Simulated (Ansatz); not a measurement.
## A series in volume scale on Mg

Results calculated with Ansatz 0.2.0, not measured. Periodic Kohn-Sham DFT of a crystal at fixed atoms, scaled to volume_scale times the given cell; pressure positive in compression, energy less spherical unpolarised free atoms, largest_vzz the field gradient of largest size among the nuclei.

The cell before it is scaled or strained (space group Im-3m, No. 229):
```
Mg
1.0
     -1.4765     1.4765     1.4765
      1.4765    -1.4765     1.4765
      1.4765     1.4765    -1.4765
Mg
1
Direct
  0.00000 0.00000 0.00000
```

Settings of every row: method all-electron PAW; functional LDA; relativity scalar; k mesh 19x19x19; filling fermi-dirac; smearing width 0.03 eV; nucleus gaussian.

Atom start moment: 0 on all atoms.

Limits: all rows lie far from zero pressure.

```csv
row,volume scale,V (Å³/atom),pressure (GPa)
1,0.94,12.103,70.115
2,0.96,12.36,64.874
3,0.98,12.618,60.036
4,0.99,12.747,?
5,1,12.875,55.565
6,1.01,13.004,53.457
7,1.02,13.133,51.429
8,1.04,13.39,47.597
9,1.06,13.648,44.043
```

Question: what pressure should row 4 give?

Worked fit of pressure. Take u = (V_r/V)^(2/3) − 1 with V_r = 12.939 Å³ an atom, which is twice the finite (Eulerian) strain; such expansions in the strain, on which the Birch-Murnaghan equation of state is built, carry the rest volume and the bulk modulus. The shown rows have u = 0.04553, 0.03099, 0.01689, 0.00331, -0.00334, -0.00987, -0.02258, -0.03494. Least squares give pressure = 54.5094 + 318.191 × u + 536.14 × u² GPa; a straight line predicts inner rows, each left out in turn, worse (root mean square 0.27 against 0.0081 GPa). The rows lie off it by 0.007, -0.011, -0.001, -0.003, 0.004, 0.008, -0.001, -0.003 (root mean square 0.0058 GPa). The withheld row has u = 0.01002, so the fit gives 54.5094 + 318.191 × (0.01002) + 536.14 × (0.01002)² = 57.752 GPa.

The calculation gave 57.757 GPa. The fit lies 0.005 GPa (0.019 % of the column's range) below it; its largest miss of a shown row is 0.011 GPa.
